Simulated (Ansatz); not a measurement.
# Abstraction of Br: SiH2(SiH3)Br + C2H5Si → SiH3(SiH2) + C2H5BrSi

Species: SiH2(SiH3)Br, singlet; C2H5Si `C=C[SiH2]`, doublet; SiH3(SiH2), doublet; C2H5BrSi `C=C[SiH2]Br`, singlet. A radical takes Br: the energy is the difference in strength between two Si–Br bonds in different surroundings.

Shapes, held fixed at every level: PBE0-D4/def2-TZVP. Flexible molecules stand in one conformer, not always the lowest. Programs: Ansatz 0.2.0. The zero-point and thermal change to 298 K, harmonic and unscaled (PBE0-D4/def2-TZVP), is +0.9 kJ/mol.

**Question.** Estimate ΔH(298 K) of this reaction.

**Answer.** B2PLYP/def2-TZVPP gives ΔH(298 K) = -13.6 kJ/mol; the levels span -14.6 to -6.9. The median of the levels is -11.2. No measured value is set beside it here. Spin contamination: C2H5Si (⟨S²⟩ up to 0.90). Open shells run unrestricted unless RO is named. Relativity is left out for Br unless named. Correlated rows may include outer-core shells of Br, which these sets cover unevenly.

```csv
level,kind,ΔH(298 K) (kJ/mol)
HF/def2-SVP,Hartree–Fock,-9.5
SPW92/def2-TZVPP,LDA,-6.9
r2SCAN-D4/def2-TZVPP,meta-GGA,-9.7
PBE0-D4/def2-TZVPP,global hybrid,-11.0
r2SCAN0-D4/def2-TZVPP,global hybrid,-11.3
wB97M-V/def2-TZVPP,range-separated hybrid,-14.6
wB97X-V/def2-TZVPP,range-separated hybrid,-13.3
B2PLYP/def2-TZVPP,double hybrid,-13.6
```

Every level makes bromine transfer to the vinylsilyl radical exothermic, so the Si–Br bond is stronger in the vinylbromosilane than in bromodisilane. The preference is modest because one Si–Br bond replaces another, and much of the bond energy cancels along with its error. The thermal term of +0.9 kJ/mol is too small to account for the preference, which is essentially electronic.

The likely cause is the silyl substituent, which stabilises the disilanyl radical through hyperconjugation with its Si–H bonds and weakens the Si–Br bond that is broken. Vinyl conjugation in the attacking radical works the other way, but overlap between silicon 3p and carbon 2p orbitals is less effective than in an allyl radical. The more polar Si–C framework may also strengthen the bond to bromine in the product.

The direction is therefore better supported than the exact magnitude. Exact exchange alone does not order the results, since Hartree–Fock lies beside r2SCAN-D4 rather than beyond the hybrids. The reaction enthalpy alone cannot separate radical stabilisation from substituent effects in the bromides.
